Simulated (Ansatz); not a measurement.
Bi: the change of energy above lowest point with volume scale

Free energy against uniform scaling of the volume at fixed shape and fractions; periodic cell, basis, potentials, k mesh and filling as listed. The results are calculated, by Ansatz 0.2.0.

The cell before it is scaled or strained (space group Im-3m, No. 229):
```
CELL_PARAMETERS angstrom
-1.98140 1.98140 1.98140
1.98140 -1.98140 1.98140
1.98140 1.98140 -1.98140
ATOMIC_POSITIONS crystal
Bi 0.00000 0.00000 0.00000
```

Settings of every row: functional LDA; dispersion none; potentials all-electron LAPW; k mesh 12x12x12; k shift 0x0x0; occupations methfessel paxton; smearing width 0.1 eV; spin none.

Limits: no spin-orbit coupling, which can matter with elements this heavy; the cell comes from a prototype or a list of computed structures and needn't be the stable phase.

```
row  volume scale  V (Å³/atom)  energy above lowest point (meV/atom)
  1          0.92       28.626                                     0
  2          0.96       29.871                                     ?
  3             1       31.115                                  20.6
  4          1.04        32.36                                  54.6
  5          1.08       33.605                                  99.8
```

Question: what energy above lowest point should row 2 give?

Worked fit of energy above lowest point. Take u = (V_r/V)^(2/3) − 1 with V_r = 31.737 Å³ an atom, which is twice the finite (Eulerian) strain; such expansions in the strain, on which the Birch-Murnaghan equation of state is built, carry the rest volume and the bulk modulus. The shown rows have u = 0.0712, 0.01328, -0.01288, -0.03741. Least squares give energy above lowest point = 35.94 − 1294.1 × u + 11083 × u² meV/atom; a straight line predicts inner rows, each left out in turn, worse (root mean square 20 against 0.32 meV/atom). The rows lie off it by 0.0, -0.1, 0.2, -0.1. Its lowest point lies at u = 0.0584, or V = 29.15 Å³ an atom, and the curvature there gives the bulk modulus at fixed shape and fractions, B = (4/9)(1 + u)² E″(u)/V = 60.7 GPa. The withheld row has u = 0.04122, so the fit gives 35.94 − 1294.1 × (0.04122) + 11083 × (0.04122)² = 1.4 meV/atom.

The calculation gave 1.2 meV/atom. The fit lies 0.2 meV/atom (17 % of the value, 0.2 % of the column's range) above it; its largest miss of a shown row is 0.2 meV/atom.
